## Opening a compressed SnSe₂ cell

Tin diselenide is built from layers in which each tin atom has six selenium neighbours. Strong Sn–Se bonds hold a layer together, and much weaker forces hold the layers to one another. In this r2SCAN calculation, which has no dispersion correction, the whole cell is scaled uniformly, so bonds and interlayer gaps stretch by the same fraction. The question is how much pressure and energy remain when the cell is opened to 26.76 and 27.27 Å³/atom.

DFTK 0.8.2 calculations with r2SCAN, without dispersion correction or spin polarisation, for SnSe₂ (P-3m1) scaled at fixed shape and fractional coordinates. They use PBE GTH pseudopotentials (valence electrons: Sn 4, Se 6), a 789.13 eV plane-wave cutoff, a 5×5×3 k mesh and 0.05 eV Fermi–Dirac smearing. Energies are counted from the fitted minimum.

```
volume (Å³/atom)  energy (meV/atom)  pressure (GPa)
           24.18             114.62          11.390
           24.70              81.11           9.190
           25.21              54.33           7.210
           25.73              33.59           5.430
           26.24              18.32           3.820
           26.76                  ?               ?
           27.27                  ?               ?
```

A positive pressure means that the cell pushes outward and lowers its energy by growing. All five known cells do so, including the given one at 25.73 Å³/atom, where the pressure is 5.43 GPa. The energies are counted from a fitted minimum, but the forecast needs only their differences.

### Why the push weakens more and more slowly

The volume steps are equal, yet the pressure drops are not. The first known step removes 2.20 GPa and the last only 1.61 GPa. The cell is therefore losing stiffness as it opens, as well as pressure. A straight line through the last two known points ignores this softening and should give pressures that are too low.

Stiffness is measured by the bulk modulus, the pressure change per fractional change of volume. Between neighbouring known cells it falls from 105 to 81 GPa, a loss of 22 %. The Sn–Se distance grows by only about 2 % between the middles of those two steps. A small change of bond length thus goes with a large change of stiffness.

The standard explanation lies in the repulsion between atoms whose electron clouds overlap. This repulsion fades much faster with distance than the attraction that holds the solid together. Near the minimum the two forces nearly cancel, but their rates of change do not, and the steep repulsion dominates the stiffness. When the atoms move apart, that steep part fades first and the solid softens. The table shows the softening; its origin in repulsion is an argument from general bonding physics.

The same reasoning gives a rule for other solids that keep their bonding and structure while they are opened from a compressed state. Over equal volume steps, each pressure drop should be smaller than the one before. The last known drop is then an upper estimate of the next.

### From softening to a forecast

The Birch–Murnaghan equation turns this behaviour into a smooth curve. Let s be the volume divided by that of the given cell, and let y = s^(−2/3) − 1. Since s^(−2/3) is the inverse square of a relative length, y rises when the atoms are pushed together. The energy is written as a cubic polynomial in y, and its slope with volume, with the sign reversed, is the pressure:

P = s^(−5/3) × (a + b y + c y²)

The three constants were fitted to the five known pressures, and neither withheld row took part. They give a = 5.428, b = 113.3 and c = 41.3 GPa. The first is the fitted pressure of the given cell; the other two shape the curve together and are not read as separate material properties.

The largest cell serves as a worked example. There s = 1.06, so y = −0.0381 and s^(−5/3) = 0.907. The bracket is 5.428 − 4.317 + 0.060 = 1.171 GPa, and the pressure is 0.907 × 1.171 = 1.06 GPa. Most of the original push has been cancelled by the term linear in y, while the curvature term adds only a little.

That small curvature term also has the constant that the known pressures fix least tightly, and the forecast carries it beyond the volumes that determined it. A simpler form without it, which fixes the rise of the modulus with pressure at 4 where the pressure is zero, gives a second opinion. The distance between the two forms is taken as the error bar. It expresses doubt about the shape of the curve and is not a statistical confidence interval.

### From pressure to energy

Energy follows from pressure as the area under the pressure–volume curve. For the known cells, however, the energy differences imply a pressure about 0.15 GPa higher than the printed one. The energy forecast starts from the last known cell, follows the area under the fitted curve, and carries this offset on unchanged.

A likely source of the offset is Pulay stress. At a fixed energy cutoff, a larger cell is described by more plane waves, which lowers its energy slightly. The printed pressure is evaluated with the set of plane waves held fixed and leaves this gain out, so it comes out lower. The sign agrees with the table, but only a series of cutoffs could confirm the cause.

The forecasts are:

- **26.76 Å³/atom:** pressure 2.37 ± 0.05 GPa, energy 7.92 ± 0.12 meV/atom.
- **27.27 Å³/atom:** pressure 1.06 ± 0.09 GPa, energy 1.95 ± 0.37 meV/atom.

In words, both pressures stay positive and each drop is smaller than the one before. The energy still falls in both steps, by less each time.

The withheld rows as computed:

```
volume (Å³/atom)  energy (meV/atom)  pressure (GPa)
           26.76               7.93           2.370
           27.27               1.97           1.070
```

### What the two larger cells show

Both pressures fall well inside their ranges. The computed values are 2.37 and 1.07 GPa, so the forecast is right to the printed digits in the first case and low by about 0.01 GPa in the second. A difference that close to the last printed digit deserves no physical explanation.

The straight line does much worse. It gives 2.21 GPa for the first cell and 0.60 GPa for the second, where it loses almost half of the remaining pressure. Softening is thus a modest correction one step ahead and a large one two steps ahead, because the neglected changes of slope accumulate while the pressure itself becomes small.

The error bars were too cautious. They measured what would happen if the curvature term were dropped, and the new rows show that this term was needed: the simpler form is too low by 0.05 and 0.10 GPa. The five known pressures had already fixed the curvature well enough for a short extrapolation along a smooth curve. That success covers two steps and is no licence to extend the curve far into the stretched region.

The energies are 7.93 and 1.97 meV/atom, again very close to the forecasts. Here the pressure offset matters more than its size suggests. Over the two steps it lowers the energy by 0.99 meV/atom; without it, the forecast for the largest cell would have been 1.95 + 0.99 = 2.94 meV/atom, well outside the stated range. An offset that hardly shows in a strongly compressed cell becomes important where little pressure is left.

The positive signs were not a blind forecast. A summary fitted to all seven cells had already placed the energy minimum at 27.8 Å³/atom, beyond the largest cell, though its constants did not enter the pressure model. That minimum is itself an extrapolation, and it sets the zero from which the energies are counted. The energy differences between cells do not depend on it.

### What the curve means for the material

At 27.27 Å³/atom the cell is 6 % larger than the given one and still pushes outward. It is tempting to blame the absent dispersion correction, since dispersion helps to bind the layers. But uniform scaling to the fitted minimum would also lengthen the stiff Sn–Se bonds by nearly 3 %, more than a missing weak attraction between layers would be expected to cause by itself. A run that ties bonds and gap together cannot measure the share of each. The use of pseudopotentials made for another functional, PBE, may contribute as well, and so may the treatment of tin's 4d electrons, which are kept frozen in the core. The run also warns that the kinetic energy density, on which r2SCAN depends, falls below its theoretical lower bound in places, which can distort the results. These calculations do not separate the influences.

The fixed shape also limits what the moduli mean. A real layered crystal under pressure can close its soft gaps first and spare its stiff bonds, whereas here both must shrink together. The moduli therefore describe this constrained scaling and should not be used as the compressibility of a relaxed SnSe₂ crystal. The printed analysis below gives the fits and the step-by-step comparison.

Numerical output:

```
fit of pressure on 5 rows: coefficient of g 5.428 +/- 0.00099, coefficient of g*y 113.3 +/- 0.078, coefficient of g*y**2 41.34 +/- 2.3; rms 0.00106, worst 25.73 -0.0019, leave-one-out rms 0.00345
  rows outside the fit (model, value, miss): 26.76 2.371, 2.37, 0.000887; 27.27 1.062, 1.07, -0.00783
fit of pressure on 5 rows: coefficient of g 5.434 +/- 0.0098, coefficient of g*y 114.6 +/- 0.39; rms 0.0137, worst 25.21 0.0172, leave-one-out rms 0.0284
  rows outside the fit (model, value, miss): 26.76 2.321, 2.37, -0.0494; 27.27 0.97, 1.07, -0.1
Steps from the row before:
    row  Sn-Se in angstrom  energy step meV  pressure step GPa  modulus of step GPa  pressure from energies GPa  mean printed pressure GPa  difference GPa
  24.18              2.624              n/a                n/a                  n/a                         n/a                        n/a             n/a
   24.7              2.643           -33.51               -2.2                104.5                       10.43                      10.29          0.1443
  25.21              2.661           -26.78              -1.98                96.03                       8.339                        8.2          0.1387
  25.73              2.679           -20.74              -1.78                88.11                       6.458                       6.32           0.138
  26.24              2.697           -15.27              -1.61                 81.3                       4.755                      4.625          0.1298
  26.76              2.714           -10.39              -1.45                74.67                       3.235                      3.095          0.1402
  27.27              2.732            -5.96               -1.3                68.25                       1.856                       1.72          0.1358
Forecast and result:
    row  forecast GPa   bar GPa  computed GPa    miss GPa  forecast meV    bar meV  computed meV   miss meV
  24.18         11.39   0.01578         11.39  -0.0003202         114.6  1.421e-14         114.6          0
   24.7          9.19   0.01005          9.19   0.0003641         81.14    0.02077         81.11    0.03026
  25.21         7.211   0.01618          7.21    0.001037         54.36    0.00872         54.33    0.03369
  25.73         5.428  0.006229          5.43   -0.001896         33.62    0.03119         33.59     0.0325
  26.24         3.821   0.01678          3.82   0.0008155         18.32          0         18.32          0
  26.76         2.371    0.0503          2.37   0.0008874         7.922     0.1226          7.93  -0.007935
  27.27         1.062   0.09219          1.07   -0.007832          1.95     0.3668          1.97    -0.0202
Straight-line pressures at the two withheld volumes in GPa: 2.21, 0.6
Offset added to the pressure curve for the energy forecast in GPa: 0.1543
Energy lowering by that offset over the two withheld steps in meV/atom: 0.9908
Fall of the step modulus from first to last known step in percent: 22.2
```
